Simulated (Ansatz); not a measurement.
# A series in volume scale on Si

All results are calculated (Ansatz 0.2.0). Plane-wave DFT, scalar-relativistic PAW made under PBE with cores redone for the functional, no dispersion; the given relaxed cell is scaled uniformly, energy at zero smearing counts from the unscaled cell, pressure at the given Fermi-Dirac smearing is positive in compression.

The cell before it is scaled or strained (space group P6_3/mmc, No. 194):
```
Si
1.0
      2.6943     0.0000     0.0000
     -1.3471     2.3333     0.0000
      0.0000     0.0000     8.9318
Si
4
Direct
  0.00000 0.00000 1.00000
  0.00000 0.00000 0.50000
  0.33333 0.66667 0.25000
  0.66667 0.33333 0.75000
```

Settings of every row: spin polarised no; functional PBEsol; wave cutoff 420 eV; smearing width 0.1 eV; k mesh 15x15x4.

Atom starting moment: 0 on all atoms.

Limits: the cell comes from a prototype or a list of computed structures and needn't be the stable phase.

| row | volume scale | V (Å³/atom) | energy change per atom (meV) | pressure (GPa) |
| --- | --- | --- | --- | --- |
| 1 | 0.88 | 12.353 | 71.24 | 15.5 |
| 2 | 0.92 | 12.915 | 28.73 | 9.13 |
| 3 | 0.96 | 13.476 | 6.37 | 4.02 |
| 4 | 1.04 | 14.599 | 6.63 | -3.45 |
| 5 | 1.08 | 15.161 | ? | ? |
| 6 | 1.12 | 15.722 | 49.92 | -8.38 |

Question: what energy change per atom and pressure should row 5 give?

Worked fit of energy change per atom. Take u = (V_r/V)^(2/3) − 1 with V_r = 13.476 Å³ an atom, which is twice the finite (Eulerian) strain; such expansions in the strain, on which the Birch-Murnaghan equation of state is built, carry the rest volume and the bulk modulus. The shown rows have u = 0.05972, 0.02875, 0, -0.05196, -0.09766. Least squares give energy change per atom = 6.384 + 503.44 × u + 9726.5 × u² meV; a straight line predicts inner rows, each left out in turn, worse (root mean square 28 against 0.21 meV). The rows lie off it by 0.10, -0.17, -0.01, 0.14, -0.06 (root mean square 0.11 meV). Its lowest point lies at u = -0.0259, or V = 14.02 Å³ an atom, and the curvature there gives the bulk modulus at fixed shape and fractions, B = (4/9)(1 + u)² E″(u)/V = 93.8 GPa. Letting shape and atoms relax would as a rule lower it, by much in layered, chain or molecular crystals. The withheld row has u = -0.07554, so the fit gives 6.384 + 503.44 × (-0.07554) + 9726.5 × (-0.07554)² = 23.86 meV.

The calculation gave 23.95 meV. The fit lies 0.09 meV (0.14 % of the column's range) below it; its largest miss of a shown row is 0.17 meV.

Worked fit of pressure. Take u = (V_r/V)^(2/3) − 1 with V_r = 13.476 Å³ an atom, which is twice the finite (Eulerian) strain; such expansions in the strain, on which the Birch-Murnaghan equation of state is built, carry the rest volume and the bulk modulus. The shown rows have u = 0.05972, 0.02875, 0, -0.05196, -0.09766. Least squares give pressure = 4.047 + 166.8 × u + 408.1 × u² GPa; a straight line predicts inner rows, each left out in turn, worse (root mean square 1.2 against 0.089 GPa). The rows lie off it by 0.04, -0.05, -0.03, 0.07, -0.03 (root mean square 0.046 GPa). The pressure vanishes at u = -0.0259, or V = 14.02 Å³ an atom, and there the bulk modulus at fixed shape and fractions is B = −V dP/dV = (2/3)(1 + u) dP/du = 94.6 GPa. Letting shape and atoms relax would as a rule lower it, by much in layered, chain or molecular crystals. The withheld row has u = -0.07554, so the fit gives 4.047 + 166.8 × (-0.07554) + 408.1 × (-0.07554)² = -6.22 GPa.

The calculation gave -6.19 GPa. The fit lies 0.03 GPa (0.13 % of the column's range) below it; its largest miss of a shown row is 0.07 GPa.
